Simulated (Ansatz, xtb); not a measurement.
## Relative energy of two isomers of C2H4BFO

We compare a, `B[C@@H]1O[C@@H]1F`, a singlet, with b, `B[C@@]1(F)CO1`, a singlet. Both are isolated molecules in the gas phase, relaxed with PBE-D3(BJ)/def2-SVP; the shapes shown needn't be the lowest conformers.

a (Å):

```yaml
atoms:
  - { symbol: C, position_ang: [0.6346, 1.8475, 0.1948] }
  - { symbol: C, position_ang: [0.3750, 1.2228, 1.5353] }
  - { symbol: B, position_ang: [-0.5237, 1.9684, -0.8222] }
  - { symbol: F, position_ang: [-0.8703, 0.7782, 1.8618] }
  - { symbol: O, position_ang: [1.0742, 0.4905, 0.6282] }
  - { symbol: H, position_ang: [-1.1787, 0.9997, -1.1408] }
  - { symbol: H, position_ang: [-0.7768, 3.0657, -1.2821] }
  - { symbol: H, position_ang: [1.4682, 2.5776, 0.1930] }
  - { symbol: H, position_ang: [0.8984, 1.5846, 2.4444] }
```

b (Å):

```xyz
9

C     0.1099    1.3676   -0.1211
C     0.5966    0.7726    1.1780
B    -0.4708    2.8001   -0.0349
F     0.8372    1.0130   -1.2249
O    -0.5343    0.2680    0.4902
H    -1.2556    3.0405    0.8575
H    -0.0666    3.6720   -0.7739
H     1.5301    0.1853    1.0827
H     0.4071    1.2524    2.1570
```

Task: Which of the two would you expect CCSD(T)/def2-SVP + ΔMP2/def2-TZVPP electronic energies to favour?

Result: Too close to call at this level: CCSD(T)/def2-SVP + ΔMP2/def2-TZVPP gives E(b) − E(a) = +1.77 kcal/mol.

How the difference moves with the method:

```
                             level             geometry  E(b) − E(a) (kcal/mol)  departure from the last row (kcal/mol)  job, with rough time for the two
                          GFN2-xTB             GFN2-xTB                     +0.28                                   −1.48              optimisation, 0.12 s
                         HF/STO-3G             GFN2-xTB                     +0.16                                   −1.61               single point, 0.2 s
                r2SCAN-D4/def2-SVP             GFN2-xTB                     +2.17                                   +0.40               single point, 1.4 s
               PBE-D3(BJ)/def2-SVP  PBE-D3(BJ)/def2-SVP                     +2.02                                   +0.25                optimisation, 13 s
                       HF/def2-SVP  PBE-D3(BJ)/def2-SVP                     +2.81                                   +1.05           part of the CCSD(T) run
                      MP2/def2-SVP  PBE-D3(BJ)/def2-SVP                     +2.83                                   +1.06           part of the CCSD(T) run
                  CCSD(T)/def2-SVP  PBE-D3(BJ)/def2-SVP                     +2.63                                   +0.87                      single point
CCSD(T)/def2-SVP + ΔMP2/def2-TZVPP  PBE-D3(BJ)/def2-SVP                     +1.77                                                        single point, 12 s
```

As drawn, both hold the same kinds of bond in the same numbers.

GFN2-xTB, HF/STO-3G find them nearly level. The largest departure from CCSD(T)/def2-SVP + ΔMP2/def2-TZVPP is that of HF/STO-3G, 1.61 kcal/mol. The last row adds to CCSD(T) the change of the MP2 difference between the two basis sets, here −0.87 kcal/mol.

With harmonic frequencies from PBE-D3(BJ)/def2-SVP (ideal gas, rigid rotor, one conformer each, 298.15 K, 1 atm): the zero-point term adds −0.32 kcal/mol; ΔH is +1.49 and ΔG +1.43 kcal/mol.

The correlated steps freeze 5 core orbitals. Codes used: Ansatz 0.2.0, xtb 6.7.1; the last row on 2 threads of Intel(R) Xeon(R) 6975P-C (Granite Rapids) on a shared host.

Every level places a below b, but the final gap of +1.77 kcal/mol is only a slight preference for a, and the thermal terms don't reverse it. A small gap is reasonable: both isomers keep the strained epoxide ring and a fluorine on a carbon bonded to oxygen, so ring strain and the anomeric O–C–F stabilisation largely cancel. What changes is whether boron shares that carbon. In b, fluorine probably makes the adjacent ring bonds poorer donors into boron's empty p orbital, while the pairing of an electropositive and an electronegative substituent on one carbon may recover part of the loss.

In def2-SVP, Hartree–Fock, MP2 and CCSD(T) nearly agree, so the net correlation contribution to the difference is small; enlarging the basis matters more. The near-degeneracy in HF/STO-3G therefore probably reflects its inflexible description of polar bonds and the bent ring bonds. The ordering says nothing about persistence: an electron-deficient boron beside an epoxide offers a route to ring-opened isomers with strong B–O bonds.
